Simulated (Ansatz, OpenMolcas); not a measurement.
**How basis sets differ on C2HBF2 (SMILES C#CB(F)F)**

C2HBF2: 6 atoms, total charge 0, spin state singlet. As SMILES, `C#CB(F)F`. The shape is that of a PBE0-D4/def2-TZVP optimisation.

Quantity: the HOMO–LUMO gap, in eV. The values are calculated.

```
               level          kind     program  value (eV)
   HF/ANO-R0 (sfX2C)  Hartree–Fock  OpenMolcas       15.28
           HF/STO-3G  Hartree–Fock  OpenMolcas       16.15
            HF/3-21G  Hartree–Fock  OpenMolcas       14.45
HF/ANO-XS-VDZ (DKH2)  Hartree–Fock  OpenMolcas       14.09
        HF/def2-SVPD  Hartree–Fock      Ansatz       13.87
```

The values span 13.87 to 16.15 eV. A Hartree–Fock LUMO above zero doesn't converge with the basis: it sinks as sets grow more diffuse. Orbital gaps aren't excitation energies.

The two minimal sets give the widest gaps, 16.15 eV with STO-3G and 15.28 eV with ANO-R0, while all three sets with a more flexible valence space lie lower, down to 13.87 eV with def2-SVPD. The frontier π orbitals probably explain this. The HOMO should be mainly the C≡C π bond, and a valence-like LUMO would mix alkyne π* with the formally empty boron p orbital, which fluorine lone pairs push up in energy. With one radial function per valence shell, such orbitals can't adjust their size to the molecule, and the antibonding one probably suffers most. The gap between the two minimal sets suggests that the shape of the contracted functions matters as well as their number. Scalar relativity should hardly contribute, since all the atoms are light. The large gaps throughout reflect Hartree–Fock virtual orbitals that feel the field of all the electrons, without screening by correlation. Gaps alone don't show how much of each shift comes from the HOMO and how much from the LUMO.
